**Q:** This molecule is a cage of alternating silicon and carbon atoms that carries four vinyl groups, each with one C=C double bond. A double bond has a filled π level and an empty π* level. I therefore expected four filled levels close together, a wide gap, and four empty levels close together. Does the table bear that out?

PySCF 2.14.0, density-fitted Kohn-Sham DFT with PBE0/def2-SVP, for one gas-phase conformer of C17H34Si8, a neutral singlet, at its GFN2-xTB geometry. The largest atom weight is the largest fraction of the orbital on any single atom, from Löwdin populations.

| row | orbital energy (eV) | orbital label | orbital largest atom weight |
| --- | --- | --- | --- |
| 1 | -7.660 | HOMO-4 | 0.240 |
| 2 | -7.430 | HOMO-3 | 0.110 |
| 3 | -7.380 | HOMO-2 | 0.180 |
| 4 | -7.160 | HOMO-1 | 0.080 |
| 5 | -6.710 | HOMO | 0.340 |
| 6 | -0.410 | LUMO | 0.360 |
| 7 | -0.310 | LUMO+1 | 0.290 |
| 8 | -0.190 | LUMO+2 | 0.370 |
| 9 | 0.140 | LUMO+3 | 0.240 |

**A:** Half of it. HOMO means the highest occupied orbital and LUMO the lowest empty one; the numbers count downwards from the first and upwards from the second. The four empty levels lie within 0.55 eV of each other, and the calculation puts each of them mainly on a different vinyl group. That is your picture of four nearly independent double bonds. Now look for the levels that stand apart from their neighbours.

**Q:** The HOMO is one. It lies 0.45 eV above HOMO-1, while the steps among the four levels below it average only 0.17 eV. On the empty side it is LUMO+3, which lies 0.33 eV above LUMO+2, about three times the usual step there. Are these two separate irregularities?

**A:** They belong together, because both orbitals sit mainly on the same vinyl group. Call it vinyl A. So there is one unusual double bond, and it shows up once among the filled levels and once among the empty ones. The question becomes what could raise both levels of one double bond.

**Q:** A different electrical environment? If the potential at vinyl A is less favourable for electrons, every electron there should go up in energy.

**A:** That is the simplest model, and it makes a prediction. A potential that is uniform over the double bond moves π and π* by the same amount, so their separation stays the same from one vinyl group to the next. Take the separation from another group, vinyl C, whose levels are mainly HOMO-4 and LUMO+1. Then work out where the filled level of vinyl A should be.

**Q:** For vinyl C the separation is −0.31 − (−7.66) = 7.35 eV. The empty level of vinyl A is LUMO+3 at 0.14 eV, so its filled partner should lie at 0.14 − 7.35 = −7.21 eV. The HOMO is actually at −6.71 eV, which is 0.50 eV higher.

**A:** So a common shift covers only about half of what happens. Going from vinyl C to vinyl A, the empty level rises by 0.45 eV but the filled one by 0.95 eV. Vinyl C supplied the separation and is no test of the model; vinyl A is, and there the model fails by half an electronvolt. The other two groups cannot settle the matter. For vinyl B the closest filled match, HOMO-3, lies only 0.11 eV above the prediction, but it has just about a fifth of its weight on that group. For the fourth group no filled level in the table is a match; its π level may lie below HOMO-4, where the table stops. The printed output below sets out this comparison, with the level steps and the vinyl share of each orbital.

**Q:** What could act more strongly on the filled level than on the empty one?

**A:** The filled levels of the cage are the likely cause. Carbon attracts electrons more strongly than silicon does, so the electrons of a Si–C single bond are drawn towards carbon. They are nevertheless held loosely enough to lie in the same energy range as the π electrons of a vinyl group. When two levels of similar energy overlap, they mix: the upper one is pushed up and the lower one down. Chemists call this mixing of single-bond and π electrons hyperconjugation. Vinyl A is well placed for it. The calculated bond orders indicate that it is attached to a cage carbon with three silicon neighbours, while the other three vinyl groups are attached to silicon. The π electrons of vinyl A therefore lie right beside Si–C bonds whose electrons are drawn towards that very carbon.

**Q:** Can I see the mixing, or is it only an argument?

**A:** The mixing itself is visible. About half of the HOMO is on the two carbons of vinyl A, and another 0.15 of it is on the cage carbon that holds this group. HOMO-1 goes further: it is a cage orbital, so spread out that its largest share on any one atom, the last column of the table, is 0.08. Cage levels therefore really do lie among the π levels, and this is why the four filled levels you expected do not stand out as a group. That their repulsion produces the extra half electronvolt is the theoretical part of the explanation.

**Q:** Then the whole 0.50 eV is the upward push on the HOMO?

**A:** No, because the reference level is mixed as well. HOMO-4 has slightly less than half its weight on vinyl C. Cage levels above it, such as HOMO-1, push it down, while deeper ones push it up. The 0.50 eV therefore contains the shifts of both filled levels, and the calculation does not separate them. The amount also belongs to this one conformer, since turning a vinyl group about its bond to the cage changes how well its π electrons overlap with the neighbouring single bonds.

**Q:** Do the empty levels escape this mixing?

**A:** Only in part. Mixing weakens as the distance in energy grows, and the nearest filled level is 6.3 eV below the LUMO, so the filled cage levels should push the π* levels up less than they push the HOMO. But the π* levels can also mix with the empty antibonding levels of the cage bonds, which lie higher and push them down. LUMO+3 has slightly less than half of its weight on vinyl A, no more than the HOMO has, and each π* level has 0.11 to 0.13 on one silicon near the double bond. Differences in this mixing may therefore also enter the 0.50 eV.

**Q:** That leaves the common shift. Why should vinyl A have the highest π* level?

**A:** Part of the reason shows in the orbital weights: LUMO+3 has a small share on vinyl C, and LUMO+1 has a small share on vinyl A. These two π* levels mix, which pushes LUMO+3 up and LUMO+1 down. The rest probably comes from the point of attachment. A silicon bonded directly to a double bond lowers π*, because the empty antibonding levels of its other bonds mix with it. The other three groups have such a silicon, but vinyl A has a carbon in that place. What looked like a common shift may therefore not come from a potential at all: the filled and the empty level can each rise for a reason of their own. The calculation does not separate this from a difference in local potential. There is also a technical caution. All four empty levels lie close to zero energy, where an electron is barely held or not held at all, and the energies of such levels depend noticeably on the small basis set, which has no diffuse functions.

**Q:** What would change if the vinyl groups were replaced by hydrogen?

**A:** The low π* levels would disappear, because they live on the double bonds, and the lowest empty level should move up. The top of the filled levels should fall, but not far. The HOMO would lose its π part, but cage orbitals like HOMO-1 would remain, and at present that one lies less than half an electronvolt below the HOMO. In this molecule the lowest empty levels belong mainly to the vinyl groups, while cage and vinyl groups share the highest filled one.

**Q:** Someone choosing a lamp for this material might take the 6.3 eV between HOMO and LUMO as the energy at which it starts to absorb. Would that be safe?

**A:** It would not. The HOMO is centred on vinyl A and the LUMO on another vinyl group, so this excitation carries an electron about 5 Å across the molecule. The two orbitals hardly overlap, and the calculated absorption strength is close to zero. An orbital separation also does not fully account for the attraction between the excited electron and the hole it leaves behind. Before reading a gap as an absorption edge, check whether its two orbitals are in the same place.

The analysis program printed:

```
Level steps and vinyl weight:
  row  step from the level below (eV)  listed weight on vinyl carbons
    1                             n/a                           0.465
    2                            0.23                           0.287
    3                            0.05                           0.114
    4                            0.22                               0
    5                            0.45                             0.5
    6                             6.3                           0.637
    7                             0.1                           0.535
    8                            0.12                           0.669
    9                            0.33                            0.52
HOMO above HOMO-1 (eV): 0.45
mean step from HOMO-4 to HOMO-1 (eV): 0.1667
LUMO+3 above LUMO+2 (eV): 0.33
mean step from LUMO to LUMO+2 (eV): 0.11
spread of the four empty levels (eV): 0.55
HOMO-LUMO separation (eV): 6.3
separation on vinyl A (eV): 6.85
separation on vinyl B (eV): 7.24
separation on control vinyl C (eV): 7.35
rise of the empty level from vinyl C to A (eV): 0.45
rise of the occupied level from vinyl C to A (eV): 0.95
HOMO predicted with the separation of C (eV): -7.21
HOMO above that prediction (eV): 0.5
HOMO-3 predicted with the separation of C (eV): -7.54
HOMO-3 above that prediction (eV): 0.11
occupied partner of the LUMO predicted on vinyl D (eV): -7.76
smallest silicon weight in the empty levels: 0.107
largest silicon weight in the empty levels: 0.13
weight of one cage carbon in the HOMO: 0.152
vertical ionisation energy less minus HOMO energy (eV): 1.283
hole to electron distance of the HOMO to LUMO excitation (angstrom): 4.98
```
